## Which sheet of NiSi₂ carries the current?

The Fermi surface of a metal separates filled from empty states, and each band that crosses the Fermi level contributes one sheet to it. In NiSi₂, a contact material on silicon, three bands cross for each spin. The candidates 1, 2 and 3 are these bands for spin up, in order of rising energy; 4, 5 and 6 are the same bands for spin down. The filled share is the part of a band that holds electrons, and bottom and top are the band's extreme energies measured from the Fermi level. The sheets were computed on a much finer k mesh than the one used to converge the density.

NiSi₂ (Fm-3m, 3-atom cell, not relaxed) in Ansatz 0.2.0: scalar-relativistic PBE with plane waves and PAW, collinear spin, cutoff 420 eV, Gaussian smearing of 0.05 eV. The density was converged on a 12×12×12 k mesh and the sheets computed on a 34×34×34 mesh. Band bottoms and tops are measured from the Fermi level, and each sheet counts one spin only. Candidates: 6, 4, 1, 2, 5, 3.

```csv
row,sheet dos (states/eV/cell),sheet filled share,sheet mean speed (1e5 m/s),sheet bottom (eV),sheet top (eV)
A,0.028,0.984,11.645,-3.450,1.709
B,0.105,0.918,9.779,-3.139,1.709
C,0.302,0.098,5.074,-0.407,2.183
D,0.028,0.984,11.645,-3.450,1.709
E,0.105,0.918,9.779,-3.139,1.709
F,0.302,0.098,5.074,-0.407,2.183
```

**Counting electrons.** Bands are numbered by energy at each point of reciprocal space, so a higher band can't be fuller than a lower one. The filled shares 0.984, 0.918 and 0.098 therefore put A, B and C in rising order, and D, E and F likewise. Each set adds up to 2, although three bands take part. The calculation holds 26 electrons, 13 for each spin, so 11 full bands lie below and the sheets belong to bands 12, 13 and 14.

The band of each row is sure. Its spin is ambiguous as far as the computed values go, because A equals D, B equals E and C equals F, and each pair could be swapped on its own. The calculation was started with a magnetic moment, which died away and left the two spins with the same bands. Only the spin setting, which is a name and not a result, separates the twins.

The rows with their labels:

```csv
row,sheet dos (states/eV/cell),sheet spin,sheet filled share,sheet mean speed (1e5 m/s),sheet bottom (eV),sheet top (eV)
1,0.028,up,0.984,11.645,-3.450,1.709
2,0.105,up,0.918,9.779,-3.139,1.709
3,0.302,up,0.098,5.074,-0.407,2.183
4,0.028,down,0.984,11.645,-3.450,1.709
5,0.105,down,0.918,9.779,-3.139,1.709
6,0.302,down,0.098,5.074,-0.407,2.183
```

By their labels, A, B and C are rows 1, 2 and 3, and D, E and F are rows 4, 5 and 6; the values alone could not have told the spins apart. Thirteen electrons could fill thirteen bands exactly, but band 14 dips below the Fermi level and takes electrons from bands 12 and 13. These two are left with holes, as many as band 14 has electrons.

**Why band 14 is slow.** An electron's speed is proportional to the slope of its band, and the slope vanishes at the band's lowest point. Band 14 is filled only to 0.41 eV above its bottom, whereas the holes reach 1.7 eV below the tops of their bands. When the Fermi level is moved from 0.25 eV below its place to 0.25 eV above, with the bands held fixed, the mean speed in band 14 rises from 3.7 to $5.7\times10^5$ m/s. In the two hole bands it changes by about 5 % or less. The rise in band 14 is still weaker than in a band whose energy grows as the square of the wave vector, so the shallow filling is probably not the whole reason.

Silicon heavily doped with phosphorus is a simpler case of the same kind, since there too a few electrons sit near the bottom of an almost empty band. Their origin and number differ: in NiSi₂ they come from other bands of the same crystal, and they fill a tenth of the band.

Near a band edge the energy usually moves away from its edge value as the square of the wave vector, counted from the edge. The number of carriers $N$ per cell and spin then grows as $d^{3/2}$, where $d$ is the distance in energy from the edge to the Fermi level. The density of states $g$ (DOS in the table) is the slope of that growth:

$$g=\frac{dN}{dd}=\frac{3N}{2d}.$$

For band 14 this gives $1.5\times0.098/0.407=0.36$ states/eV, against 0.30 in the calculation. With the Fermi level 0.25 eV lower, and so closer to the bottom, the law misses by more (0.31 against 0.23). It is a rough guide here and doesn't give the true shape of the band. For the holes of band 12 it gives only half the computed value. There a band whose energy changes linearly with wave vector, with $g=3N/d$, does better, and the nearly constant speed agrees with that; band 13 lies between the two laws. Both laws were applied to all rows without adjustable constants, as the printed output shows. The cell was not relaxed and is under about 3 GPa of compression, so the depth of band 14 may shift somewhat in a relaxed crystal.

**From states to current.** Band 14 holds 69 % of the density of states, yet slow electrons carry less current each. If all carriers travel for the same time between collisions, a sheet's part in the current goes as density of states times speed squared. Band 13 then leads with 46 %, and band 14 follows with 36 %. Summed over the sheets, this estimate gives a plasma frequency of 5.35 eV, close to the 5.38 eV of the full calculation, which also includes the spread of speeds within each sheet.

If instead all carriers travel the same distance between collisions, only one power of the speed remains. Band 14 then leads with 53 %. The bands alone can't settle which sheet carries most of the current; that depends on how the carriers scatter.

For a thin film the second assumption has a practical use, because it fixes the product of resistivity and free path, here about $1.3\times10^{-15}$ Ω m². With the standard formula for a film whose surfaces scatter in all directions, a thickness of 10 nm adds roughly 5 µΩ cm. Whether that matters depends on the bulk resistivity of the film, and the simple formula needs a film thicker than the free path. The estimate holds for current along the film, not for the barrier between the silicide and silicon.

Output of the analysis:

```
Carriers and DOS per spin:
  row  carriers  depth_eV  DOS_quadratic  DOS_linear  power  power_from_shifts
    1     0.016     1.709        0.01404     0.02809  2.991              3.089
    2     0.082     1.709        0.07197      0.1439  2.188              2.243
    3     0.098     0.407         0.3612      0.7224  1.254              1.214
    4     0.016     1.709        0.01404     0.02809  2.991              3.089
    5     0.082     1.709        0.07197      0.1439  2.188              2.243
    6     0.098     0.407         0.3612      0.7224  1.254              1.214
Speeds in 1e5 m/s with the Fermi level moved by 0.25 eV:
  row   down  down_quadratic     up  up_quadratic
    1  11.65           12.47  11.06         10.76
    2  9.708           10.47   9.91         9.035
    3  3.725           3.151  5.703         6.447
    4  11.65           12.47  11.06         10.76
    5  9.708           10.47   9.91         9.035
    6  3.725           3.151  5.703         6.447
Percent carried by a sheet with its spin twin:
  row  of_DOS  equal_lifetime  equal_free_path
    1   6.437           17.57             11.3
    2   24.14           46.46            35.59
    3   69.43           35.97            53.11
    4   6.437           17.57             11.3
    5   24.14           46.46            35.59
    6   69.43           35.97            53.11
Sum of the filled shares of one spin: 2
Full bands below the sheets per spin with 26 electrons: 11
Electrons in the upper band, both spins, per cell: 0.196
DOS ratio of third to first sheet: 10.79
Same ratio from the quadratic law: 25.72
Area ratio of third to first sheet: 4.658
Speed ratio of first to third sheet: 2.295
Plasma frequency from mean speeds in eV: 5.347
Percent of the calculated Drude weight that mean speeds give: 98.91
Resistivity times free path in 1e-15 ohm m2: 1.282
Surface part of resistivity in a 10 nm film in microohm cm: 4.808
```
